## Why the HOMO moves and the ionisation energy hardly does

Put a fraction f of an electron into an orbital and the classical repulsion of that charge with itself grows as f². Half an electron carries a quarter of the self-repulsion of a whole one. Exact exchange removes this spurious energy at every f. A local exchange energy for a lone orbital grows only as f^(4/3). It can cancel the self-repulsion well at f = 0 and f = 1, but it overcancels in between, so the energy sags below the straight line that joins the two ends. An ionisation energy taken as a difference of total energies sees only the ends. An orbital energy is the slope at one end, and it feels the sag.

The table puts silane, SiH₄, through eight methods whose shares of exact exchange run from none to all. Their semilocal parts differ too.

SiH₄ (singlet) at one fixed PBE0 geometry, computed with PySCF 2.14.0 by non-relativistic Hartree–Fock and density-functional theory (def2-TZVP, density fitting). Ionisation energies are vertical total-energy differences with an unrestricted cation; HOMO and LUMO are levels of the neutral molecule. Exact-exchange shares follow the functionals' definitions, rounded to whole per cent.

```tsv
method	exact exchange, long range (%)	ionisation (eV)	HOMO (eV)	LUMO (eV)
PBE	0	12.13	-8.51	0.24
r2SCAN	0	12.30	-8.86	0.71
TPSSh	10	12.41	-9.29	0.78
B3LYP	20	12.46	-9.66	0.84
PBE0	25	12.43	-9.86	1.07
BHandHLYP	50	12.66	-11.16	1.88
HF	100	12.41	-13.23	3.90
B97-3	n/a	12.48	-9.94	1.30
```

Two limits govern how the columns may be read. Every LUMO is positive, so it describes an unbound electron held in place by the finite basis; its trend has meaning at these settings, its value little. The ionisation energies need a cation whose hole sits in a threefold degenerate level, and a single determinant must choose one way of placing it. That choice need not give the lowest state, so differences of a tenth of an electronvolt between methods should not be interpreted.

From PBE to Hartree–Fock (HF) the HOMO falls by 4.72 eV, while the ionisation energy rises by 0.28 eV. Three explanations can be held against this.

**Tighter binding.** The tempting one says that exact exchange binds the outermost electron more strongly, and that minus the HOMO energy is the cost of removing it. The ionisation energy should then rise by 1 eV for each electronvolt by which the HOMO falls. The fitted rise is 0.05 eV over all rows and 0.18 eV without HF. Allowing a constant offset between the two quantities does not rescue the idea: the root-mean-square (rms) error is then 1.34 eV, whereas simply calling the ionisation energy constant gives 0.14 eV. The electron is not bound several electronvolts more tightly in HF than in PBE.

**A deeper potential for all levels.** If exact exchange lowered every level alike, the LUMO would follow the HOMO down. It goes up instead, by 0.75 eV for each electronvolt that the HOMO falls. The basis-bound LUMO is a weak witness, but the ionisation energy speaks against this idea too, since a uniformly deeper potential would raise it by as much as it lowers the HOMO.

**A bent energy curve.** The third explanation is the sag described above. Let IE be the ionisation energy and consider

D = IE + HOMO.

By Janak's theorem the HOMO energy is the slope of the total energy with respect to electron number at the neutral molecule, and −IE is the slope of the straight line from cation to neutral. D is therefore the difference between end slope and mean slope. For a parabola it is half the curvature: positive if the curve sags, zero if it is straight, negative if it bulges upwards.

Let a be the share of exact exchange as a fraction. A hybrid functional keeps 1 − a of the semilocal exchange, and with it about that share of the sag, which contributes (1 − a)K to D. The other electrons also relax when one leaves. This stabilises the cation and lowers D by some amount R. Hence

D = (1 − a)K − R.

For HF the sign follows from theory alone. Minus the HOMO energy is the cost of ionisation with frozen orbitals; relaxing them can only lower the cation, so D cannot be positive. The table gives −0.82 eV. In all the other rows D is positive, from 3.62 eV for PBE down to 1.50 eV for BHandHLYP.

A line through the seven rows with a stated share gives K = 4.34 eV and R = 0.75 eV, with an rms residual of 0.08 eV. The size of K is reasonable. An electron spread over a shell of radius 1.5 Å, roughly the Si–H bond length, has a self-repulsion of 4.8 eV, and K should be of that order. More than the order cannot be asked of so crude a picture.

B97-3 took no part in the fit and can serve as a worked case. Its share of exact exchange, recalled roughly, is 27 %. The model gives D = 0.73 × 4.34 − 0.75 = 2.42 eV. With the tabulated ionisation energy of 12.48 eV, the HOMO should lie at 2.42 − 12.48 = −10.06 eV. The calculation gave −9.94 eV, which is 0.12 eV higher.

The good line is weaker evidence than it looks, because a hybrid mixes in exact exchange linearly by construction. What the numbers do show is that D falls with a and changes sign between BHandHLYP and HF, while the ionisation energy stays within 0.53 eV. That the cause is curvature is argued from theory; calculations with fractional charge would test it directly. The output printed after this text lists the fits and their misses.

The misfits are also informative. PBE and r2SCAN both contain no exact exchange, yet their HOMO energies, which need no cation, differ by 0.35 eV, far above the rounding. The form of the semilocal part therefore matters at the level of tenths of an electronvolt, and a alone cannot describe it. A line fitted to the six functionals and extended to a = 1 predicts D = −0.48 eV, so HF lies 0.34 eV below it. The share at which D vanishes, 83 to 88 % depending on the rows used, is thus no recipe for a functional: it falls in the wide gap between the last hybrid and HF.

The argument carries over to neighbouring molecules. Where the hole is spread over a larger region, its self-repulsion is smaller, and the HOMO should respond less to exact exchange. In a more compact molecule, such as methane, it should respond more.

One feature remains open. Among the functionals the ionisation energy tends to rise with exact exchange, apart from a dip of 0.03 eV from B3LYP to PBE0, and it reaches 12.66 eV for BHandHLYP. HF then drops back to 12.41 eV, 0.69 eV below the extended line. HF lacks correlation, which stabilises the neutral molecule more than the cation because the cation has one electron pair fewer, and this would lower its ionisation energy. That is a plausible cause, but the comparison rests on a long extrapolation, and the HF cation is mildly spin-contaminated, with ⟨S²⟩ 0.063 above the value for a pure doublet. How much of the drop is missing correlation, and how much is a line that should not have been extended so far?

Printed output of the fit:

```
rounding floor: 0.005 eV per entry, 0.01 eV for D and gap
ranges eV: IE 0.53 HOMO 4.72 LUMO 3.66 D 4.44 midgap 0.59 gap 8.38
range IE / range HOMO = 0.112
A: IE=-HOMO rms 2.70 eV; with offset 2.35 eV rms 1.34 eV; constant IE 12.41 rms 0.14 eV
A: slope dIE/d(-HOMO): all rows 0.051, without HF 0.182 (A needs 1)
B: slope dLUMO/dHOMO all rows -0.75 (B needs +1)
lines in a, 7 rows with known a (eV per unit a):
  IE     slope +0.21 at a=0 +12.34 rms 0.132 worst BHandHLYP +0.22
  HOMO   slope -4.55 at a=0 -8.75 rms 0.120 worst PBE +0.24
  LUMO   slope +3.40 at a=0 +0.35 rms 0.191 worst r2SCAN +0.36
  midgap slope -0.57 at a=0 -4.20 rms 0.098 worst BHandHLYP -0.15
  gap    slope +7.96 at a=0 +9.10 rms 0.251 worst r2SCAN +0.47
  D      slope -4.34 at a=0 +3.59 rms 0.081 worst r2SCAN -0.15
C: K = 4.34 eV, R = 0.75 eV, D=0 at a = 83 %
row: a%, D, residual of C, midgap, gap (eV)
  PBE          0 +3.62 +0.03 -4.13 8.75
  r2SCAN       0 +3.44 -0.15 -4.07 9.57
  TPSSh       10 +3.12 -0.04 -4.25 10.07
  B3LYP       20 +2.80 +0.08 -4.41 10.50
  PBE0        25 +2.57 +0.07 -4.39 10.93
  BHandHLYP   50 +1.50 +0.08 -4.64 13.04
  HF         100 -0.82 -0.07 -4.67 17.13
  B97-3      n/a +2.54   n/a -4.32 11.24
lines from functionals only, extrapolated to a=1: slope, value, HF minus value (eV)
  six DFT: IE +0.85 +13.10 -0.69 | HOMO -4.88 -13.58 +0.35 | D -4.02 -0.48 -0.34 | D=0 at 88 %
  PBE/PBE0: IE +1.20 +13.33 -0.92 | HOMO -5.40 -13.91 +0.68 | D -4.20 -0.58 -0.24 | D=0 at 86 %
  B3LYP/BHH: IE +0.67 +12.99 -0.58 | HOMO -5.00 -13.66 +0.43 | D -4.33 -0.67 -0.15 | D=0 at 85 %
  rounding amplified in PBE/PBE0 extrapolation: 0.035 eV per column, twice for D
r2SCAN-PBE at a=0 (eV): IE +0.17 HOMO -0.35 LUMO +0.47 D -0.18
IE: HF-BHandHLYP -0.25, PBE0-B3LYP -0.03, HF-PBE +0.28 eV
B97-3 (not fitted) implied a: from D 24 %, HOMO 26 %, LUMO 28 %
  with rough recalled a = 27 %: residual of C +0.12 eV
order check: e^2/2r = 4.8 eV for rough recalled Si-H 1.5 A; r giving K = 1.7 A
further output, HF: IE+HOMO = -0.821 eV; cation <S^2> excess = 0.063
```
